## Which orbitals may mix: the levels of gallium arsenide

In a crystal, an electron state is a wave built from atomic orbitals, and its wave vector sets the phase from one cell to the next. That phase decides which orbitals can mix, and mixing pushes levels apart. The table lists levels of GaAs at seven wave vectors, in a local-density calculation. "Level under 1" is the highest filled level at a point and "level over 1" the lowest empty one. Energies count from the top of the filled levels.

ABINIT 10.8.3 plane-wave DFT for GaAs (F-43m, primitive cell edge 3.998 Å, geometry as given), with the LDA functional, JTH PAW LDA v2.0 sp datasets and no spin-orbit coupling. The k mesh is 6×6×6, the plane-wave cutoff 326.5 eV and the Fermi-Dirac smearing width 0.05 eV. Levels are counted from the valence top.

```
point a (reciprocal cell vector)  point b (reciprocal cell vector)  point c (reciprocal cell vector)  level point (row)  level under 4 (eV)  level under 3 (eV)  level under 2 (eV)  level under 1 (eV)  level over 1 (eV)  level over 2 (eV)
                          0.0000                            0.0000                            0.0000                  1             -12.783               0.000               0.000               0.000              0.291              3.700
                          0.1667                            0.0000                            0.0000                  2             -12.464              -2.786              -0.383              -0.383              1.489              4.252
                          0.5000                            0.0000                            0.0000                  3             -11.026              -6.700              -1.144              -1.144              0.843              4.610
                         -0.1667                            0.1667                            0.0000                  4             -11.969              -4.192              -2.117              -0.529              2.467              4.408
                         -0.3333                            0.3333                            0.0000                  5             -10.477              -6.528              -4.000              -1.962              2.132              5.789
                          0.5000                            0.5000                            0.0000                  6             -10.288              -6.888              -2.685              -2.685              1.341              1.546
                         -0.3333                            0.5000                            0.1667                  7             -10.244              -6.755              -3.365              -3.228              3.181              3.369
```

Point 1 is the zone centre Γ, point 3 is L and point 6 is X. Point 2 lies a third of the way from Γ to L, points 4 and 5 lie between Γ and K, and point 7 lies between X and W.

### 1. Where are the edges of the gap, and which valley comes next?

On this mesh both edges are at Γ, so the gap is direct and light can bridge it without help from lattice vibrations. Among the listed points the next lowest empty level is at L, 0.55 eV above the one at Γ, and X follows at 1.05 eV; the bottom of the X valley is expected to lie slightly off X, between mesh points. Between Γ and L the level first climbs to 1.489 eV at point 2 and then comes down again. Along this line L is therefore a valley of its own, with a barrier between it and Γ.

### 2. Why are three levels equal at Γ, and would they stay equal in a real crystal?

The top filled states at Γ are made mainly of p orbitals. At Γ the wave has no direction, and the cubic crystal treats the three p orbitals alike. Towards L one p orbital points along the wave and two lie across it, so the three levels split into one and two. Towards K the two across are no longer equivalent either, and all three levels differ.

Spin-orbit coupling, which this calculation leaves out, splits the three levels even at Γ. The splitting in GaAs is roughly 0.34 eV, a recalled value. Two levels rise by a third of it and one falls by two thirds, so that their mean stays put. The valence top would rise by about 0.11 eV and the gap would shrink from 0.29 to about 0.18 eV.

### 3. Why does one filled level fall so much further than the other two towards L?

From Γ to L the single level drops by 6.7 eV and the double one by only 1.1 eV. The table lists no orbital characters, but symmetry points to the s orbitals. At Γ an s orbital meets the p orbitals of its four neighbours with signs that cancel, so s and p don't mix. Away from Γ the neighbours have different phases and the cancellation is incomplete.

Only the p orbital along the wave profits, because the two across it still cancel by the symmetry about the Γ–L line. The single filled level now mixes with the s-like empty level just above the gap. The two repel: the filled level goes down and, at first, the empty one goes up. The double level has no s partner. It sinks mainly because the p orbitals across the wave bond more strongly with their neighbours at L than at Γ.

### 4. Can the electron mass be read from the first step of the mesh?

The same repulsion makes the electrons of GaAs light, since a steeply rising level means a small mass. A free electron would have 0.39 eV at point 2, whereas the computed level rises by 1.20 eV. Their ratio gives an apparent mass of 0.33 electron masses. The measured mass is roughly 0.067, about five times smaller.

The step is too long for a parabola. Repulsion grows with the square of the wave vector only while the coupling is small compared with the gap. At point 2 the single filled level has already been driven down by 2.8 eV, almost ten times the gap. Besides, the farther the wave vector is from Γ, the less the s orbitals of neighbouring atoms oppose each other, and higher empty levels press on the conduction level from above. Both hold back its rise, and towards L it bends over. A mass for a device model needs points much closer to Γ, and the narrower the gap, the closer they must be. It also needs a better gap: the computed one is far too narrow, so even a fine mesh would then give too small a mass.

### 5. What would change at X if both atoms were germanium?

At X symmetry allows two separate mixtures along the wave. One joins the s orbital of As to the p orbital of Ga; the other joins the s orbital of Ga to the p orbital of As. In germanium, with identical atoms, the two mixtures would have the same energy, and their levels would coincide in pairs. In GaAs the lower, bonding pair is split by 3.40 eV and the upper, antibonding pair by only 0.21 eV.

The lower splitting is large because arsenic, with its greater nuclear charge, holds its s electrons much more deeply than gallium does. In the upper pair two differences oppose each other. The p orbital of As lies below that of Ga, which alone would put the upper level of the second mixture below that of the first. But the s orbital of Ga lies not far below the p orbital of As, and pushes it up harder than the deep s orbital of As pushes the p orbital of Ga. This balance is a theoretical argument from neighbouring orbitals alone, a picture that question 6 finds misplaces these two levels by far more than their spacing. It makes a small splitting plausible but fixes neither its size nor which mixture lies higher, and the table doesn't say which does.

### 6. How far does a picture with neighbours only carry?

Take one s and three p orbitals on each atom, neglect the overlap between them, and let only nearest neighbours interact. Each bond then joins Ga to As, and mixing pushes one level up by as much as it pushes another down. The sum of the levels in a mixing set therefore equals the sum of the orbital energies, at any wave vector. Γ supplies those sums, where s and p are separate:

s orbitals: −12.783 + 0.291 = −12.492 eV

p orbitals along the wave: 0.000 + 3.700 = 3.700 eV

At X these four orbitals form the two pairs of question 5. Their mean should be (−12.492 + 3.700)/4 = −2.20 eV, but the computed mean is −3.57 eV. The model puts these levels too high by 1.37 eV on average. If the two filled levels are taken from the table, the whole miss falls on the two empty ones, 2.75 eV each on average. At L it can be tried on the p orbitals across the wave, if the second empty level there is their upper partner, which is assumed here and not shown by the table. Given the lower level from the table, the model then puts the upper one only 0.23 eV too high, against 2.75 eV on the same footing at X. It takes its sums from Γ alone and has no adjustable constant.

The pairing at X survives this failure, because it rests on symmetry. The heights don't. A likely cause is that empty orbitals outside the model, such as the next s shell and the d shell, mix into the conduction levels near X and press them down. The sum alone can't separate this effect from the neglected overlap, from interactions between more distant atoms, or from mixing with the filled d shell of Ga, which the calculation includes but the table doesn't list. For the engineer the lesson is that a minimal s–p model may get the pattern of levels right and still misplace a conduction valley.

### 7. Which digits can be trusted for a transistor channel?

In a GaAs channel the electrons sit in the light Γ valley. A strong field heats them until some have enough energy to transfer to L, where they are heavier and slower. The spacing between the two valleys therefore helps to set the field at which the current stops rising. The computed 0.55 eV compares with a measured spacing of roughly 0.3 eV, so a device model that took this spacing, with all else right, would place the transfer at too high a field.

Moving all empty levels up by one amount doesn't cure this. The rough recalled values are a gap of 1.5 eV, with L 0.3 eV and X 0.5 eV higher. With the spin-orbit correction of question 2, the level at Γ lies about 1.3 eV below its measured value, that at L about 1.1 eV and that at X about 0.8 eV. Local-density levels are known to give gaps that are too small, and here the error depends on the wave vector. A shift that repairs the gap leaves the valley spacings as wrong as before.

The order Γ, L, X agrees with experiment, and the pattern of equal and split levels, though not the size of the splittings, rests on symmetry and is expected to hold for other functionals as long as the gap stays open and spin-orbit coupling is left out. The third decimal describes this particular run, whose cutoff and cell were not varied. For the height of a conduction valley in the real material, even the first decimal needs a better level of theory.

Printed output of the fit:

```
L valley above the Gamma valley [eV]: 0.552
X level above the Gamma valley [eV]: 1.05
rise of the valence top by spin-orbit coupling, rough [eV]: 0.1133
gap after that rise, rough [eV]: 0.1777
shortfall of the Gamma level after that rise, rough [eV]: 1.322
shortfall of the L level after that rise, rough [eV]: 1.07
shortfall of the X level after that rise, rough [eV]: 0.7723
free-electron energy at point 2 [eV]: 0.3922
computed rise of the conduction level from Gamma to point 2 [eV]: 1.198
rise of a parabola with mass 0.067 to point 2 [eV]: 5.854
apparent electron mass from this step [electron masses]: 0.3274
fall of the single over fall of the double valence level, Gamma to L: 5.857
splitting of the two lowest listed levels at X [eV]: 3.4
splitting of the two conduction levels at X [eV]: 0.205
splitting of the two lowest listed levels at point 7 [eV]: 3.489
splitting of the two upper valence levels at point 7 [eV]: 0.137
splitting of the two conduction levels at point 7 [eV]: 0.188
mean of the four s-p levels at X, neighbour model [eV]: -2.198
mean of the four s-p levels at X, computed [eV]: -3.572
model less computed, per level at X [eV]: 1.374
upper doublet at L, neighbour model [eV]: 4.844
model less computed, upper doublet at L [eV]: 0.234
```
